**Question.** I scanned a hydrogen atom moving from NH₃ towards a triplet sulfur atom at several levels of theory. In the last row HF is closer to CCSD(T) than MP2, PBE or PBE0 are. Which level can I trust for this transfer, and what do I lose by going cheap?

H transfer from NH₃ to S (H₃NS, neutral triplet), computed with Ansatz 0.2.0 and AFQMC afq 1 (own program): unrestricted determinants, cc-pVTZ, rigid PBE0/def2-TZVP fragments, cores frozen in the correlated levels. Energies are counted from the start of the scan (N–H 1.0125 Å) at the same level. Phaseless AFQMC uses a CISD trial; released AFQMC lets the constraint go.

| point transfer (Å) | number | HF, energy from the start of the scan (eV) | MP2, energy from the start of the scan (eV) | CCSD(T), energy from the start of the scan (eV) | phaseless AFQMC, energy from the start of the scan (eV) | released AFQMC, energy from the start of the scan (eV) | PBE, energy from the start of the scan (eV) | PBE0, energy from the start of the scan (eV) |
| --- | --- | --- | --- | --- | --- | --- | --- | --- |
| 1.109 | 1 | 0.320 | 0.218 | 0.188 | 0.202 | n/a | 0.054 | 0.112 |
| 1.158 | 2 | 0.516 | 0.399 | 0.338 | 0.346 | n/a | 0.147 | 0.224 |
| 1.206 | 3 | 0.674 | 0.592 | 0.487 | 0.501 | n/a | 0.256 | 0.342 |
| 1.255 | 4 | 0.766 | 0.773 | 0.624 | 0.635 | n/a | 0.377 | 0.459 |
| 1.352 | 5 | 0.793 | 1.002 | 0.835 | 0.833 | 0.84200 | 0.635 | 0.676 |

**Answer.** "Point transfer" is the length $r$ of the N–H bond being stretched, and each energy is counted from the start of the scan at the same level. That start is a close contact of rigid fragments (N–S is about 2.73 Å in the first row), and CCSD(T) is still rising in the last row. The table therefore compares curve shapes and yields neither a barrier nor a reaction energy. I use CCSD(T) as the yardstick, within this basis, with frozen cores, and without relaxation, zero-point motion or spin-orbit coupling.

The energy along the scan is the cost of stretching N–H minus what the forming S–H bond pays back. A Morse curve for an isolated N–H bond, with rough recalled depth 4.7 eV and range 2.2 Å⁻¹, stays near CCSD(T) in the first two rows. By the last row CCSD(T) lies roughly 0.5 eV below it, a rough estimate of the payback. In between, three electrons are shared over N, H and S, and the levels differ in how they treat that sharing. At 1.109 Å the state is a clean triplet ($\langle S^2\rangle$ close to 2, small amplitudes); that the later points stay in this state is assumed, not checked. The assumption matters for CCSD(T) too, because its starting determinant is picked by trial, and unrestricted solutions can drift towards a higher spin.

**HF and MP2.** HF lacks correlation, which grows as the N–H electron pair is stretched, so HF makes the stretch too costly, as it also does in ammonia with no sulfur present. CCSD(T) lies below HF by up to 187 meV mid-scan, and above it in the last row. There S–H is about 1.38 Å if N–S is held fixed, and the unrestricted determinant can move an unpaired spin from S to N instead of stretching a pair. The near match there is a crossing of two curves. Over the last step HF rises by 0.28 eV/Å against 2.18 eV/Å for CCSD(T), so HF suggests a summit that CCSD(T) does not show.

MP2 is too high in each row, by 30 meV at first and by 167 meV at the end, growing at every step. Rescaling does not repair it. Writing $E = E_\mathrm{HF} + s\,(E_\mathrm{MP2}-E_\mathrm{HF})$ and fitting $s$ to CCSD(T) by least squares on all five rows leaves an rms error of 111 meV, against 115 meV unscaled. The table does not give the cause. Spin contamination, the usual suspect for unrestricted MP2, cannot be ruled out. In the first row $\langle S^2\rangle$ is barely above 2, the value for a pure triplet, but that is the row where MP2 errs least. Contamination typically rises as a bond is stretched, and I have no $\langle S^2\rangle$ for the later rows, where the error grows to 167 meV.

**PBE and PBE0.** Both lie below CCSD(T) in every row, most at 1.255 Å, by 247 and 165 meV. A plausible cause, not tested here, is delocalisation error: a functional overstabilises electrons spread over several centres, so the payback starts too early. PBE's slope also keeps growing at every step, whereas that of CCSD(T) peaks mid-scan. PBE0 lying above PBE throughout is no evidence for this cause: exact exchange also stiffens the N–H stretch itself, with or without sulfur, and that alone lifts the curve. Basis superposition in CCSD(T) and the absent dispersion term also enter the comparison.

A simple model shows whether more exact exchange would be enough. PBE0 replaces a quarter of PBE exchange by exact exchange, and at fixed orbitals the energy is linear in that fraction $a$. The two table energies each have their own orbitals, so a straight line is only an approximation. The line through $a=0$ and $a=0.25$ is

$$E(a) = E_\mathrm{PBE} + \frac{a}{0.25}\,\left(E_\mathrm{PBE0}-E_\mathrm{PBE}\right).$$

Setting $E(a)$ equal to CCSD(T) at 1.255 Å gives the fraction that this row needs:

$$a = 0.25\times\frac{0.624-0.377}{0.459-0.377} = 0.25\times\frac{0.247}{0.082} \approx 0.75 .$$

A least-squares fit of one $a$ to all five rows, this one included, gives 0.71. The fitted curve is still 84 meV below CCSD(T) in the last row, because the fraction needed climbs from 0.58 in the first row to 1.22 in the last. That last value lies far beyond the two points that fix the line, where relaxed orbitals can bend $E(a)$, so it should not be read as a real fraction. More exact exchange moves the curve the right way, but within this linear extrapolation no single fraction mends it.

The shape of the error does not single out exchange either. A level whose N–H equilibrium length is longer by $\delta$ errs by $-\delta\,V'(r)$, with $V'$ the Morse slope. Fitted the same way, this describes PBE0 with an rms residual of 12 meV and $\delta = 0.03$ Å. The argument against reading it literally is size: the fragments were optimised with PBE0, and its N–H length differs from that of CCSD(T) by roughly 0.01 Å or less, a recalled figure. The good fit therefore shows only that a curve which rises fast and then flattens matches these five errors. Stretching N–H in ammonia alone at each level would separate the error in the stretch from the error in the payback.

**AFQMC.** The phaseless walk lies between 2 meV below and 14 meV above CCSD(T), with noise of about 7 meV on a difference, so neither method is ranked above the other. Its trial function is built from CCSD amplitudes and its constraint bias is outside the error bar, so the check is only partly independent. The released walk agrees within 9 meV in the last row, but its error there is not given, and released values serve as a reference only where they passed an agreement test, so this closeness may be partly built in. At 1.109 Å, however, its total energy falls by 46 meV along the walk without levelling off and ends 80 meV below CCSD(T), so the agreement concerns energy differences and not converged totals.

**Accuracy and cost.** For thermochemistry or rates the usual target is 1 kcal/mol, 43 meV. Phaseless AFQMC and CCSD(T) agree within it in every row; the worst errors of the other four levels are about 4 to 6 kcal/mol. An error the size of PBE0's worst, if it sat in a barrier, would change a room-temperature Boltzmann factor some 600-fold.

By formal scaling, doubling the system multiplies the work by up to 16 for HF and hybrids, 32 for MP2 and 128 for CCSD(T). AFQMC noise falls as the inverse square root of the sampling, so reaching 1 meV at the first point takes 22 times more samples.

For five atoms, take the energies from CCSD(T) and spend AFQMC on a few points as a check. PBE0 serves for exploring the surface, with the knowledge that it is low at every point here. Check $\langle S^2\rangle$ and orbital occupations at each point, and judge a cheap level by its error and slope along the whole scan, never by the row where it crosses the reference.
